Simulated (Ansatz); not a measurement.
## La: pressure against volume scale

Results calculated with Ansatz 0.2.0, not measured. Plane-wave DFT, scalar-relativistic PAW made under PBE with cores redone for the functional, no dispersion; the given relaxed cell is scaled uniformly, energy at zero smearing counts from the unscaled cell, pressure at the given Fermi-Dirac smearing is positive in compression.

The cell before it is scaled or strained (space group P6_3/mmc, No. 194):
```
CELL_PARAMETERS angstrom
3.81870 0.00000 0.00000
-1.90940 3.30710 0.00000
0.00000 0.00000 12.26690
ATOMIC_POSITIONS crystal
La 0.00000 0.00000 0.00000
La 0.00000 0.00000 0.50000
La 0.33333 0.66667 0.75000
La 0.66667 0.33333 0.25000
```

Settings of every row: spin polarised no; functional revPBE; wave cutoff 420 eV; smearing width 0.1 eV; k mesh 13x13x4.

Atom starting moment: 0 on all atoms.

| row | volume scale | V (Å³/atom) | pressure (GPa) | energy change per atom (meV) |
| --- | --- | --- | --- | --- |
| 1 | 0.88 | 34.082 | 3.5 | 43.6 |
| 2 | 0.92 | 35.631 | 2.16 | 17.64 |
| 3 | 0.96 | 37.18 | ? | ? |
| 4 | 1.04 | 40.278 | -0.9 | 5.52 |
| 5 | 1.08 | 41.827 | -1.68 | 19.07 |
| 6 | 1.12 | 43.377 | -2.35 | 39.67 |

Question: what pressure should row 3 give?

Worked fit of pressure. Take u = (V_r/V)^(2/3) − 1 with V_r = 40.278 Å³ an atom, which is twice the finite (Eulerian) strain; such expansions in the strain, on which the Birch-Murnaghan equation of state is built, carry the rest volume and the bulk modulus. The shown rows have u = 0.11779, 0.08516, 0, -0.02484, -0.04821. Least squares give pressure = −0.902 + 32.204 × u + 43.94 × u² GPa; a straight line predicts inner rows, each left out in turn, worse (root mean square 0.12 against 0.0053 GPa). The rows lie off it by 0.00, 0.00, 0.00, -0.01, 0.00. The pressure vanishes at u = 0.0270, or V = 38.7 Å³ an atom, and there the bulk modulus at fixed shape and fractions is B = −V dP/dV = (2/3)(1 + u) dP/du = 23.7 GPa. Letting shape and atoms relax would as a rule lower it, by much in layered, chain or molecular crystals. The withheld row has u = 0.05481, so the fit gives −0.902 + 32.204 × (0.05481) + 43.94 × (0.05481)² = 1.00 GPa.

The calculation gave 1 GPa. The fit meets it to the printed digit.

The other values of row 3: energy change per atom 3.61 meV.
